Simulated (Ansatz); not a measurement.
Mg5Cd: energy above lowest point and pressure against volume scale

Results calculated with Ansatz 0.2.0, not measured. Free energy against uniform scaling of the volume at fixed shape and fractions; periodic cell, basis, potentials, k mesh and filling as listed.

The cell before it is scaled or strained (space group P-6m2, No. 187):
```
cell vectors (Å)
   3.1490     0.0000     0.0000
  -1.5745     2.7271     0.0000
   0.0000     0.0000    15.9128
atoms (fractions of the cell vectors)
Mg  0.66667  0.33333  0.83495
Mg  0.00000  0.00000  0.66732
Mg  0.66667  0.33333  0.50000
Mg  0.00000  0.00000  0.33268
Mg  0.66667  0.33333  0.16505
Cd  0.00000  0.00000  0.00000
```

Settings of every row: functional r2SCAN; dispersion none; potentials PAW; wave cutoff 600 eV; density cutoff 2400 eV; k mesh 8x8x2; k shift 0x0x0; occupations fermi dirac; smearing width 0.1 eV; spin none.

Limits: coarse k mesh, up to 40 meV an atom off; the cell comes from a prototype or a list of computed structures and needn't be the stable phase.

| row | volume scale | V (Å³/atom) | energy above lowest point (meV/atom) | pressure (GPa) |
| --- | --- | --- | --- | --- |
| 1 | 0.9 | 20.498 | 20.1 | 4 |
| 2 | 0.925 | 21.067 | 8.6 | 2.5 |
| 3 | 0.95 | 21.637 | ? | ? |
| 4 | 0.975 | 22.206 | 0 | 0.03 |
| 5 | 1 | 22.776 | 1.7 | -0.99 |
| 6 | 1.025 | 23.345 | 6.9 | -1.87 |
| 7 | 1.05 | 23.914 | 14.9 | -2.65 |
| 8 | 1.075 | 24.484 | 25.6 | -3.33 |
| 9 | 1.1 | 25.053 | 38.5 | -3.92 |

Question: what energy above lowest point and pressure should row 3 give?

Worked fit of energy above lowest point. Take u = (V_r/V)^(2/3) − 1 with V_r = 23.06 Å³ an atom, which is twice the finite (Eulerian) strain; such expansions in the strain, on which the Birch-Murnaghan equation of state is built, carry the rest volume and the bulk modulus. The shown rows have u = 0.08168, 0.06211, 0.02548, 0.0083, -0.00816, -0.02395, -0.03916, -0.05376. Least squares give energy above lowest point = 3.89 − 310.1 × u + 6222 × u² meV/atom; a straight line predicts inner rows, each left out in turn, worse (root mean square 10 against 0.052 meV/atom). The rows lie off it by 0.0, 0.0, 0.0, 0.0, 0.1, 0.0, 0.0, 0.0. Its lowest point lies at u = 0.0249, or V = 22.22 Å³ an atom, and the curvature there gives the bulk modulus at fixed shape and fractions, B = (4/9)(1 + u)² E″(u)/V = 41.9 GPa. Letting shape and atoms relax would as a rule lower it, by much in layered, chain or molecular crystals. The withheld row has u = 0.04338, so the fit gives 3.89 − 310.1 × (0.04338) + 6222 × (0.04338)² = 2.1 meV/atom.

The calculation gave 2.1 meV/atom. The fit meets it to the printed digit.

Worked fit of pressure. Take u = (V_r/V)^(2/3) − 1 with V_r = 23.06 Å³ an atom, which is twice the finite (Eulerian) strain; such expansions in the strain, on which the Birch-Murnaghan equation of state is built, carry the rest volume and the bulk modulus. The shown rows have u = 0.08168, 0.06211, 0.02548, 0.0083, -0.00816, -0.02395, -0.03916, -0.05376. Least squares give pressure = −1.444 + 53.9 × u + 149.7 × u² + 78 × u³ GPa; a parabola predicts inner rows, each left out in turn, worse (root mean square 0.0065 against 0.0035 GPa). All shown rows lie on it to the printed digit. The pressure vanishes at u = 0.0250, or V = 22.22 Å³ an atom, and there the bulk modulus at fixed shape and fractions is B = −V dP/dV = (2/3)(1 + u) dP/du = 42.1 GPa. Letting shape and atoms relax would as a rule lower it, by much in layered, chain or molecular crystals. The withheld row has u = 0.04338, so the fit gives −1.444 + 53.9 × (0.04338) + 149.7 × (0.04338)² + 78 × (0.04338)³ = 1.18 GPa.

The calculation gave 1.18 GPa. The fit meets it to the printed digit.
